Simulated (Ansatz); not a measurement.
## Relative energies of C2H9AlS isomers

2 of its isomers, all singlets with charge 0: A = `C[S+](C)[AlH3-]`; B = `[CH3][AlH-]([CH3])[SH2+]`.

Shapes, held fixed at every level: PBE0-D4/def2-TZVP. Flexible molecules stand in one conformer, not always the lowest. Programs: Ansatz 0.2.0.

A:

```xyz
13

C    -0.6172    1.4815   -0.4878
S     0.6511    0.2259   -0.6848
C     1.3629    0.2070    0.9636
Al   -0.7219   -1.7884   -0.5788
H    -1.2904    1.2056    0.3245
H    -0.1528    2.4495   -0.2999
H    -1.1738    1.5189   -1.4238
H     0.5870   -0.0017    1.7009
H     2.1030   -0.5926    0.9796
H     1.8504    1.1605    1.1667
H     0.4381   -2.8856   -0.4936
H    -1.4748   -1.4033    0.7887
H    -1.5414   -1.6120   -1.9404
```

B:

```xyz
13

C    -0.5470    1.6088   -0.4634
Al   -0.1901   -0.3227   -0.6290
C     1.6574   -0.9774   -0.4440
S    -1.0892   -1.1423    1.6364
H    -1.6080    1.8348   -0.3164
H     0.0114    2.0712    0.3576
H    -0.2426    2.1300   -1.3785
H    -1.2416   -1.2092   -1.4546
H     2.2248   -0.7661   -1.3577
H     2.1980   -0.4930    0.3759
H     1.7087   -2.0590   -0.2866
H    -0.5786   -0.1789    2.4231
H    -2.2827   -0.5310    1.5519
```

Electronic energies in kJ/mol, without zero-point or thermal terms.

| level | kind | B − A |
| --- | --- | --- |
| SPW92/def2-TZVPP | LDA | -49.6 |
| r2SCAN-D4/def2-TZVPP | meta-GGA | -57.6 |
| BHLYP-D4/def2-TZVPP | global hybrid | -52.9 |
| PBE0-D4/def2-TZVPP | global hybrid | -52.4 |
| r2SCAN0-D4/def2-TZVPP | global hybrid | -56.2 |
| wB97M-V/def2-TZVPP | range-separated hybrid | -59.4 |
| CCSD(T)/def2-SVP | coupled cluster or CI | -62.3 |
| CCSD(T)/CBS estimate | coupled cluster or CI | -57.0 |

The highest level, CCSD(T)/CBS estimate, puts B lowest of these. All levels agree on that. The B − A difference spans -62.3 to -49.6 kJ/mol over the levels. The CBS estimate extrapolates MP2 from def2-TZVPP and def2-QZVPP and adds CCSD(T) − MP2 in the triple-zeta set, cores frozen.

B, the hydrogen sulfide adduct of dimethylalane, lies well below A, the dimethyl sulfide adduct of alane, by 57.0 kJ/mol at the highest level. Going from A to B moves both methyl groups from sulfur to aluminium and two hydrogens the other way, so two S–C and two Al–H bonds give way to two S–H and two Al–C bonds. The preference probably comes from this exchange, chiefly because S–H bonds are stronger than S–C bonds.

The dative bond should pull the other way: dimethyl sulfide is a better donor than hydrogen sulfide, and methyl groups make aluminium a weaker acceptor. The longer Al–S contact in B fits this, which suggests that the covalent gain outweighs a loss in donor–acceptor binding.

The spread among methods is small beside the gap, so the ordering of these two structures is secure in electronic energy. It does not show that B would persist, since an acidic S–H beside hydridic Al–H invites loss of dihydrogen to form a thiolate.
